## SnO between two known volumes

Tin monoxide has been computed at five volumes with both energy and pressure. At two more volumes, 18.040 and 18.565 Å³/atom, only the relaxed shape is known. What pressure and energy belong to these two cells?

SnO (P4/nmm, 4 atoms per cell) computed with Ansatz 0.2.0 using PBE+D3(BJ), scalar-relativistic PAW and no spin polarization. Cell shape and atoms are relaxed at each fixed volume to a force tolerance of 0.01 eV/Å, with a 420 eV plane-wave cutoff, a 12×12×10 k mesh and 0.1 eV Gaussian smearing. Energies over elements are taken at zero smearing.

| volume (relaxed cell) (Å³/atom) | c/a (relaxed cell) | shortest distance (relaxed cell) (Å) | energy over elements (eV/atom) | pressure (GPa) |
| --- | --- | --- | --- | --- |
| 15.412 | 1.1738 | 2.206 | -1.286 | 6.550 |
| 15.937 | 1.1872 | 2.217 | -1.304 | 4.320 |
| 16.463 | 1.2020 | 2.226 | -1.315 | 2.570 |
| 16.988 | 1.2209 | 2.234 | -1.321 | 1.160 |
| 18.040 | 1.2613 | 2.248 | ? | ? |
| 18.565 | 1.2868 | 2.253 | ? | ? |
| 19.266 | 1.3272 | 2.257 | -1.310 | -2.070 |

The energy over elements is counted from solid tin and oxygen gas, so a negative value means that the oxide is bound. A positive pressure means that the cell would expand if released, a negative one that it is under tension and would shrink. The row at 16.988 Å³/atom has the lowest known energy but still a positive pressure, so the minimum lies at a larger volume.

### Where the added volume goes

The crystal is a stack of layers. Inside each layer tin and oxygen are strongly bonded, and the outer faces of neighbouring layers are planes of tin atoms. From the smallest to the largest cell the shortest Sn–O distance grows by only 0.05 Å, whereas the spacing between facing tin planes, worked out from the cell shape, grows from 2.06 to 2.82 Å. The ratio c/a rises in every row, the two open ones included, so the structure shows no sudden change there.

The contact between the layers is weak, because each tin atom points a lone pair of electrons, not a bond, into the space between them. Expansion opens this contact and nearly spares the strong bonds. The crystal therefore becomes soft: its bulk modulus, the pressure change per fractional change of volume, falls from about 67 GPa between the two smallest cells to about 26 GPa between 16.988 and 19.266 Å³/atom. The geometry supports this explanation, but no crystal without such a contact is at hand for comparison.

Two limits give the shape of the pressure curve. In a strongly compressed cell the layers are pushed together and the pressure falls steeply as the volume grows. If the layers were pulled far apart, they would cease to attract each other and the tension would fade to zero. Between these limits the curve must flatten, so it should sag below a straight line drawn between two known points.

### How far it sags

Pressure is minus the slope of the free energy with volume. Here that is the electronic energy with its small smearing term, without vibrations. The difference in free energy between two cells therefore fixes the mean pressure between them. Together with the two end pressures this makes three conditions, and exactly one parabola meets them, with no constant left to adjust.

The estimate for 18.040 Å³/atom runs as follows.

1. From 16.988 to 19.266 Å³/atom the free energy rises by 0.0114 eV/atom. Divided by the span of 2.278 Å³/atom, and with 1 eV/Å³ = 160.2 GPa, this demands a mean pressure of −0.80 GPa.
2. A straight line between the end pressures has a mean of (1.16 − 2.07)/2 = −0.455 GPa. The curve must therefore lie lower by 0.347 GPa on average.
3. The cell sits at the fraction t = 1.052/2.278 = 0.462 of the span. There the straight line gives 1.16 − 3.23 × 0.462 = −0.33 GPa.
4. A parabolic sag is proportional to t(1 − t), whose mean is 1/6. Its depth here is 6 × 0.347 × 0.462 × 0.538 = 0.52 GPa, which brings the pressure to −0.85 GPa.

The energy follows from the area under the same curve. It falls until the pressure reaches zero, near 17.5 Å³/atom, and then climbs again. At 18.040 Å³/atom the fall and the climb almost cancel.

### How far to trust it

The same recipe can be tried between 15.412 and 16.988 Å³/atom, where the two inner pressures are known but not used. It misses them by 0.02 and 0.03 GPa. The first term that a parabola neglects grows with the cube of the span, which turns the larger miss into 0.09 GPa for the wider interval. An error of 0.10 GPa acting over 1 Å³/atom changes the energy by about 0.0006 eV/atom, and the last printed digit adds to that.

A change in the electrons could disturb a smooth curve. At 16.988 Å³/atom filled and empty bands overlap, while at 19.266 Å³/atom a gap separates them. This is read on the sampled k points, and a crossing between those points may be missed. A straight line between the two cells puts the closure near 17.6 Å³/atom. Both open cells are thus probably semiconducting, and a gradual overlap should cause no jump in pressure. The functional, PBE, makes gaps too small, so the real crystal should keep its gap down to smaller volumes.

The forecasts are:

- **18.040 Å³/atom:** pressure −0.85 ± 0.10 GPa, energy −1.3215 ± 0.001 eV/atom, too close to the row at 16.988 to say which lies lower.
- **18.565 Å³/atom:** pressure −1.52 ± 0.10 GPa, energy −1.3176 ± 0.001 eV/atom, above the cell at 18.040.

Both cells should be under tension.

### The computed values

The withheld rows as computed:

| volume (relaxed cell) (Å³/atom) | c/a (relaxed cell) | shortest distance (relaxed cell) (Å) | energy over elements (eV/atom) | pressure (GPa) |
| --- | --- | --- | --- | --- |
| 18.040 | 1.2613 | 2.248 | -1.322 | -0.920 |
| 18.565 | 1.2868 | 2.253 | -1.318 | -1.580 |

All four values fall within their ranges, and both cells are under tension. The energies agree to within the last printed digit. The cell at 18.040 Å³/atom comes out below the one at 16.988, by only 0.0005 eV/atom before rounding, an order that the forecast had left open. The further output of these runs also shows the expected gap in both cells, 0.18 and 0.36 eV on the sampled k points, though a crossing between those points may still be missed.

The pressures are both lower than forecast, by 0.07 and 0.06 GPa, or about 2% of the whole drop across the span. The free energies of the two new cells help to locate the cause. From the first to the second the free energy rises by 0.0039 eV/atom, which demands a mean pressure of −1.19 GPa. The two computed pressures average −1.25 GPa, and a sagging curve through them would average lower still. The printed pressures therefore lie slightly below the energy slope on which the forecast was built.

One likely reason is the cell shape, which is not relaxed perfectly. In the new cells the tension within the layers is still stronger than the tension across them, by 0.11 and 0.12 GPa. The printed pressure weights all three directions equally, but the crystal stretches mostly across the layers, where the tension is weaker. The energy slope should thus show less tension than the printed mean, by an expected few hundredths of a GPa. This may not be the whole miss. A stress is usually worked out for a fixed set of plane waves, whereas the energies of different cells share a fixed cutoff. With a finite cutoff, that difference is expected to lower the printed pressure a little further.

A Birch–Murnaghan curve, an equation of state for solids, makes a useful comparison. Fitted with three coefficients to the five known pressures, it follows them to about 0.01 GPa, yet it misses both new ones by about 0.14 GPa. A warning was available beforehand: its mean pressure across the open span was −0.75 GPa, not the −0.80 GPa that the free energies require. A close fit at the known points did not secure the space between them, whereas the energy difference did carry information from inside it. The printed analysis below gives the fit and each miss.

Printed output of the fit:

```
test on known row 15.937, predicted less computed pressure (GPa): 0.01845
test on known row 16.463, predicted less computed pressure (GPa): -0.0305
larger test miss scaled by cube of span ratio (GPa): 0.09209
mean pressure from 16.988 to 19.266 demanded by free energies (GPa): -0.8018
fit of pressure on 5 rows: coefficient of y**(5/3) 75.71 +/- 2, coefficient of y**(7/3) -205.9 +/- 4, coefficient of y**3 131.4 +/- 2; rms 0.00647, worst 16.463 -0.0114, leave-one-out rms 0.0313
  rows outside the fit (model, value, miss): 18.04 -0.7787, -0.92, 0.141; 18.565 -1.435, -1.58, 0.145
mean pressure over the same span from Birch-Murnaghan fit (GPa): -0.7514
mean bulk modulus from 15.412 to 15.937 (GPa): 66.58
mean bulk modulus from 16.988 to 19.266 (GPa): 25.7
spacing of facing Sn planes in smallest and largest cell (angstrom): 2.063, 2.82
volume of zero pressure on the parabola (cubic angstrom per atom): 17.54
volume of gap closure by linear interpolation (cubic angstrom per atom): 17.57
predicted pressure at withheld volumes, error bar 0.10 (GPa): 18.04 -0.8488, 18.565 -1.519
predicted less computed pressure at withheld volumes (GPa): 18.04 0.07121, 18.565 0.06069
predicted energy at withheld volumes, error bar 0.001 (eV/atom): 18.04 -1.322, 18.565 -1.318
predicted less computed energy at withheld volumes (eV/atom): 18.04 0.0004639, 18.565 0.0004042
```
